In a metal, bands cross the Fermi level, the energy up to which states are filled. A calculation samples these bands at a finite mesh of points, and a sharp cut between full and empty states makes the occupations jump whenever a level crosses it. Smearing replaces the cut by a gradual fall in occupation over a chosen width. This steadies the sum over the mesh, but it also changes the quantity being calculated, and the table shows by how much for one nickel-rich aluminide with its atoms held fixed.

AlNi3 in the D0_3 structure (cubic a = 5.604 Å), calculated at fixed atoms and cell with Ansatz 0.2.0, PBEsol and plane-wave PAW, scalar-relativistic, without spin polarisation. Cutoff 420 eV, k mesh 14×14×14 for the four-atom cell. The reference has Gaussian occupations of width 0.1 eV; "energy" is extrapolated to zero smearing, and pressure is positive in compression.

| occupation rule | occupation width (eV) | energy less reference (meV/atom) | free energy less reference (meV/atom) | pressure less reference (GPa) |
| --- | --- | --- | --- | --- |
| Fermi-Dirac | 0.01 | -0.125 | 1.46 | -0.033 |
| Fermi-Dirac | 0.05 | 0.079 | -1.14 | 0.026 |
| Fermi-Dirac | 0.2 | 5.13 | -55.9 | 1.26 |
| Gaussian | 0.01 | -0.119 | 1.54 | -0.03 |
| Methfessel-Paxton | 0.01 | -0.118 | 1.56 | -0.03 |
| Methfessel-Paxton | 0.05 | -0.130 | 1.57 | -0.039 |
| Methfessel-Paxton | 0.3 | -0.629 | 4.77 | -0.268 |
| Methfessel-Paxton | 0.5 | 8.52 | 17.3 | -0.312 |
| cold | 0.01 | -0.120 | 1.56 | -0.027 |
| cold | 0.02 | -0.129 | 1.54 | -0.03 |
| cold | 0.1 | -0.191 | 1.79 | -0.045 |
| tetrahedron | 0 | -0.247 | 1.43 | -0.052 |

Two energies appear in it. The free energy contains the entropy term that belongs to partly filled states, and it is the quantity that the smeared calculation minimises. The column "energy less reference" holds the energy after extrapolation back to zero smearing. The reference is itself a smeared calculation, with Gaussian occupations 0.1 eV wide.

*Which setting disturbs the free energy most, and why does it go down?* Fermi-Dirac occupations at 0.2 eV do, with a free energy 55.9 meV/atom below the reference. Measured from the Fermi level, a state contributes its own negative energy if it lies below and nothing if it lies above. Drawn against the energy of the state, this contribution is a line with a downward bend at the Fermi level. Averaging over a spread of energies rounds the bend off, and the rounded curve runs below the sharp one. A wider spread therefore lowers the free energy, and more states near the Fermi level make the lowering larger.

*Why, then, do the narrowest settings lie above the reference?* The four rows at 0.01 eV have free energies about 1.5 meV/atom higher than the reference, which looks like an error of theirs. In fact it comes from the reference. Its own smearing lowers its free energy by 1.7 meV/atom, as its entropy term shows, while the narrow settings have almost no such lowering. The extrapolated energies of the narrow settings lie 0.12 meV/atom below that of the reference, which explains most of the small gap between 1.7 and 1.5. A column of differences always carries the error of the calculation that is subtracted, so the shifts quoted below are taken from the mean of the four 0.01 eV rows where this matters.

*Is a width of 0.2 eV the same thing under every rule?* It is not, because each rule attaches its width to a differently shaped function. What counts is the mean square spread $m$ of that function, since both the number of states affected and the energy gained by each grow with the spread. If the density of states $D$ at the Fermi level is constant over the spread, averaging the bent line gives a change in free energy of

$$\Delta F = -\tfrac{1}{2} D\,m .$$

For a width $w$, $m$ is $w^2/2$ in the Gaussian rule and $\pi^2 w^2/3$ in the Fermi-Dirac rule. A Fermi-Dirac width of 0.2 eV thus spreads the occupations as much as a Gaussian of about 0.51 eV.

This allows an estimate with no adjustable constant. The entropy term of the reference is 13.4 meV for the cell of four atoms. Half of it, shared among the atoms, is the lowering of 1.68 meV/atom. Fermi-Dirac at 0.05 eV has a mean square spread larger by the factor

$$\frac{\pi^2\times 0.05^2/3}{0.1^2/2}=1.645 ,$$

so its lowering should be $1.68\times1.645=2.76$ meV/atom. Less the reference, that is $1.68-2.76=-1.08$ meV/atom, and the table has $-1.14$.

At 0.2 eV the width is four times as large and the lowering should be sixteen times as large, about 44 meV/atom. Less the reference this gives $-42$ meV/atom, against $-55.9$ in the table. The simple picture therefore gets the order of magnitude right but misses about a quarter of the effect. For a Fermi-Dirac width of 0.1 eV, which the table lacks, the same rule gives a lowering of about 11 meV/atom.

*What does the estimate miss at the large width?* It assumes that the density of states is the same throughout the smeared region. The entropy terms of the two runs contradict this: from 0.05 to 0.2 eV the term grows by a factor of 21.6, where a constant density would give 16. The wider function must therefore reach regions that are richer in states. The Fermi level also rises by 0.08 eV between these two runs. This is what happens when more states lie below it than above, because smearing then empties more than it fills and the level has to move up to keep the number of electrons.

Nickel offers a natural reason. Its d electrons form narrow bands with many states per electronvolt, and in this compound the d shell holds about nine of its ten electrons, so most of these states lie below the Fermi level. The calculation gives no density of states resolved by atom and shell, so this assignment is an argument from chemistry and not a reading of the table. In a simple metal such as pure aluminium, which has no d electrons near the Fermi level, the density of states is flatter, and the estimate should stay good to larger widths.

*Why is the energy so much less wrong than the free energy?* For Fermi-Dirac at 0.2 eV the free energy is shifted by 57 meV/atom from the narrow settings, but the extrapolated energy by only 5. For Fermi-Dirac and Gaussian occupations, the extrapolation exploits the fact that the leading error grows as the square of the width. In that case the entropy term is exactly twice the lowering, and adding half of it to the free energy cancels the error without any knowledge of the material.

The 9 % that remains comes from higher powers of the width, which the extrapolation cannot remove. If only the fourth power were added to the estimate above, the remainder in the energy would equal the shortfall of the estimate, about 13 meV/atom. It is less than half of that. At this width the free energy is thus not described by the estimated square term and one correction, and the extrapolated value shouldn't be taken as exact.

*Does the extrapolation also repair the pressure?* It does not, and for anyone who optimises a lattice constant this is the most important point. The pressure of a smeared calculation is minus the volume derivative of the free energy, not of the extrapolated energy. When a crystal expands, its bands usually become narrower and the density of states rises, so smearing lowers the free energy more at the larger volume. The smeared electrons then push outwards, and the pressure of Fermi-Dirac at 0.2 eV is 1.26 GPa above the reference.

The numbers support this link. For the Gaussian reference and for Fermi-Dirac at 0.05 and 0.2 eV, each meV/atom of lowering in free energy comes with a pressure rise of 0.020 to 0.022 GPa. The lowering itself varies from 1.5 to 57 meV/atom over these three settings, so the near-constant ratio is a real regularity. A relaxation of the cell at the widest of them would drift towards too large a volume, although its extrapolated energy looks acceptable.

*Can a cleverer rule allow a larger width?* Methfessel-Paxton and cold smearing use functions whose mean square spread is zero, because they take negative values in places. The square term then vanishes from the free energy itself, and the pressure benefits too. At the same nominal width of 0.1 eV, cold smearing shifts the free energy by about 0.3 meV/atom from the narrow settings, where the Gaussian rule shifts it by 1.5. What remains is governed by higher powers, which are small at small widths but grow fast. The extrapolation has to follow the rule: in the cold run at 0.1 eV it adds a third of the entropy term instead of half, which suits an error that starts with the cube of the width.

The two broad Methfessel-Paxton rows show where this ends. At 0.3 eV the energy is 0.6 meV/atom below the reference, and at 0.5 eV it is 8.5 above. An error that changes sign must pass through zero on the way, so a small value at one width is no proof that the width is safe. The other columns give the warning that the energy withholds: at 0.3 eV the pressure already lies 0.24 GPa below that of the narrow settings, nearly as far as at 0.5 eV.

A fair comparison sets Methfessel-Paxton at 0.5 eV beside Fermi-Dirac at 0.2 eV, since the latter spreads the occupations like a Gaussian of about that width. Methfessel-Paxton has the smaller errors in free energy and pressure, but the larger one in the extrapolated energy. In this pair its advantage lies in the free energy and in the pressure that follows from it. It is not a licence for any width.

*Which digits can be trusted?* The four rows at 0.01 eV agree in energy within 0.007 meV/atom, which seems to promise two decimals. It does not, because at so small a width every rule comes close to the same sharp cut on the same mesh, and the rows share whatever error that mesh has. A more cautious measure is the scatter of the nine rows that remain without the three broadest settings. They span 0.3 meV/atom in energy and 0.08 GPa in pressure. This scatter includes the regular smearing shifts described above, but not the error of the mesh that all rows share, so differences within these ranges cannot rank the rules by accuracy.

The tetrahedron row deserves particular caution. This method interpolates the bands between mesh points and needs no width, so it is tempting to treat it as the truth. Its run, however, warned that the derivatives may miss part of the slope of the energy, which makes its pressure doubtful. Its energy differs from the narrow settings by about 0.1 meV/atom, and without a denser mesh it is undecided which of them is closer to the converged value.

For practical work, the width should be chosen by the quantity that is wanted. An extrapolated energy tolerates a moderate width, but a pressure or a relaxed volume needs a free energy that is itself little disturbed. It is therefore worth comparing the free energy with the extrapolated energy before a cell is relaxed: if they differ by many meV/atom, the width should be reduced and the mesh made denser together. A small difference is not proof enough, though. For Methfessel-Paxton at 0.3 eV the two differ by less than 4 meV/atom, and the pressure is still off by about a quarter of a GPa. The surer test is to repeat the pressure at a smaller width, on a mesh dense enough for it.
